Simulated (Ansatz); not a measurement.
Ligand exchange: C3H5F3O + Bi(CH3)F2 → C2H2F4O + Bi(CH3)2F

Species: C3H5F3O `CC(F)OC(F)F`, singlet; Bi(CH3)F2, singlet; C2H2F4O (1,1′-oxybis[1,1-difluoromethane]) `FC(F)OC(F)F`, singlet; Bi(CH3)2F, singlet. The partners trade CH3 for F: C–CH3 and Bi–F bonds give way to C–F and Bi–CH3.

Shapes, held fixed at every level: PBE0-D4/def2-TZVP. Flexible molecules stand in one conformer, not always the lowest. Programs: Ansatz 0.2.0. Electronic energies: no zero-point or thermal term.

Problem. Estimate ΔE of this reaction.

Solution. The highest level, CCSD(T)/def2-TZVPP, gives ΔE = +96.0 kJ/mol; the levels span +96.0 to +108.6. The column of differences is taken from that level and isn't an error. No measured value is set beside it here. For atoms past krypton def2 sets carry core potentials with scalar relativity. Correlated rows may include outer-core shells of Bi, which these sets cover unevenly.

```json
{"level": "HF/def2-TZVPP", "kind": "Hartree–Fock", "ΔE (kJ/mol)": "+96.5", "less CCSD(T)/def2-TZVPP": "+0.5"}
{"level": "PBE-D4/def2-TZVPP", "kind": "GGA", "ΔE (kJ/mol)": "+106.0", "less CCSD(T)/def2-TZVPP": "+10.0"}
{"level": "r2SCAN-D4/def2-TZVPP", "kind": "meta-GGA", "ΔE (kJ/mol)": "+108.3", "less CCSD(T)/def2-TZVPP": "+12.3"}
{"level": "PBE0-D4/def2-TZVPP", "kind": "global hybrid", "ΔE (kJ/mol)": "+99.0", "less CCSD(T)/def2-TZVPP": "+3.0"}
{"level": "wB97M-V/def2-TZVPP", "kind": "range-separated hybrid", "ΔE (kJ/mol)": "+105.3", "less CCSD(T)/def2-TZVPP": "+9.3"}
{"level": "B2PLYP/def2-TZVPP", "kind": "double hybrid", "ΔE (kJ/mol)": "+108.6", "less CCSD(T)/def2-TZVPP": "+12.6"}
{"level": "CCSD(T)/def2-TZVPP", "kind": "coupled cluster or CI", "ΔE (kJ/mol)": "+96.0", "less CCSD(T)/def2-TZVPP": "0.0"}
```

The exchange is clearly uphill in electronic energy at every level, so fluorine prefers bismuth and methyl prefers carbon in this pair of partners. Replacing C–CH3 by C–F is favourable in itself: the new bond is strong and polar, and a second fluorine on a carbon that also bears oxygen gains from geminal and anomeric donation of lone pairs into σ* orbitals. The cost lies at bismuth, where a strongly ionic Bi–F bond gives way to a weak, more covalent Bi–C bond, limited by poor overlap between the diffuse 6p orbitals and carbon. This loss probably outweighs the gain at carbon.

The near agreement of Hartree–Fock with CCSD(T) suggests that correlation contributions largely cancel between the two sides, not that they are small in each molecule. The double hybrid lies farthest from CCSD(T), so closeness to it doesn't follow the usual ranking of methods. With two molecules on each side, entropy is unlikely to reverse the preference in the gas phase, but the downhill reverse exchange could still face a high barrier.
